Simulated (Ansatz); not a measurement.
# W (Pm-3n), a film clamped to a substrate

Method: DFT PBEsol, scalar-relativistic, plane waves, PAW in Ansatz. Settings: plane waves to 420 eV, k-mesh 8×8×8 (Γ-centred), Gaussian smearing 0.15 eV. Spin–orbit coupling is left out, which matters for the heavy elements here. No spin polarisation. Energies are free energies at this smearing, counted from the undisturbed cell; pressure is positive in compression.

Zero of the scan (relaxed at this level; this form isn't the usual structure):

```
W
1.0
     5.03204    0.00000    0.00000
     0.00000    5.03204    0.00000
     0.00000    0.00000    5.03204
W
8
Direct
  0.00000 0.00000 0.00000
  0.50000 0.50000 0.50000
  0.00000 0.50000 0.25000
  0.00000 0.50000 0.75000
  0.25000 0.00000 0.50000
  0.75000 0.00000 0.50000
  0.50000 0.75000 0.00000
  0.50000 0.25000 0.00000
```

The cell (8 atoms, V0 = 127.42 Å³) is strained by p along both x and y and by q along z, fractional coordinates fixed. τp = (1/V0) ∂E/∂p = (σxx + σyy)(1 + p)(1 + q) and τq = (1/V0) ∂E/∂q = σzz(1 + p)², with tension positive.

| p | q | ΔE (meV/atom) | τp (GPa) | τq (GPa) |
| --- | --- | --- | --- | --- |
| 0.000 | 0.000 | 0.00 | 0.01 | 0.00 |
| -0.040 | 0.000 | 142.21 | -75.63 | -14.12 |
| 0.040 | 0.000 | 112.18 | 53.01 | 11.73 |
| 0.000 | -0.040 | 56.21 | -13.94 | -29.66 |
| 0.000 | 0.040 | 45.43 | 11.79 | 21.55 |

Problem. Get the second derivatives of the energy density.

Solution. Central differences give A = ∂τp/∂p = 1608 GPa (C11 + C22 + 2 C12), C = ∂τq/∂q = 640 GPa (C33) and the cross term B = ∂τq/∂p = 323 GPa (C13 + C23); ∂τp/∂q = 322 GPa must equal B, and any difference shows higher-order terms. Steps this large leave an error of some per cent of A or C in all of these, which can swamp a small B. The ions are clamped. In a cubic crystal C11 = C = 640, C12 = B/2 = 162 GPa and A should be 2(C11 + C12) = 1603 GPa; the bulk modulus is (C11 + 2 C12)/3 = 321 GPa.

Problem. A film of this crystal grows with z along the normal on a substrate that imposes p. How does its thickness respond, and what does the misfit cost?

Solution. Count p and q from the stress-free cell. A free surface needs τq = 0, so q = −(B/C) p = -0.50 p. The energy density left is (A − B²/C) p²/2 = M p², with the biaxial modulus M = 722 GPa; a misfit of 1 % costs 7.18 meV/atom, against 7.99 meV/atom if the thickness were held.

At p = 0.080 the energies along q are 401.7 (q = -0.080), 351.7 (q = -0.040), 398.0 (q = 0.000), 523.1 (q = 0.040), 706.8 (q = 0.080) meV/atom.

Problem. Does the linear rule hold at this misfit?

Solution. A parabola through the lowest point and its neighbours has its minimum at q = -0.039, 351.7 meV/atom. With the stress left in the starting cell, τp0 and τq0, linear elasticity gives q = −(τq0 + Bp)/C = -0.040 and E = V0(τp0 p + τq0 q + Ap²/2 + Bpq + Cq²/2)/N = 459.7 meV/atom. The energies differ by more than a tenth, so the quadratic law fails here: the gap holds the anharmonic part, with some error from the wide steps. Cubic terms also shift the vertex of so wide a parabola.

Forces appear on the atoms along this scan, and letting them relax would lower the energy and soften the response. In a metal these slopes depend on the k mesh and the smearing.

Tungsten in this structure is very stiff, as expected of a metal with a roughly half-filled 5d shell: the bonding d states are largely occupied and the antibonding ones largely empty, so any change of volume costs much cohesion. C12 is far smaller than C11, so stretching the film in its plane thins it by only about half the imposed strain. Its volume therefore grows, and freeing the thickness recovers little of the misfit energy, 7.18 against 7.99 meV/atom.

Compression costs more than equal tension along both strain axes, because short-range repulsion rises steeply while d–d overlap fades as the atoms separate. This explains why the quadratic law overestimates the energy at large tensile misfit. The predicted thinning nevertheless stays close to the scanned minimum, probably because the cross coupling and the normal stiffness soften together, leaving their ratio nearly unchanged. No shear of the cell angles was sampled, so C44 and the elastic anisotropy remain undetermined.
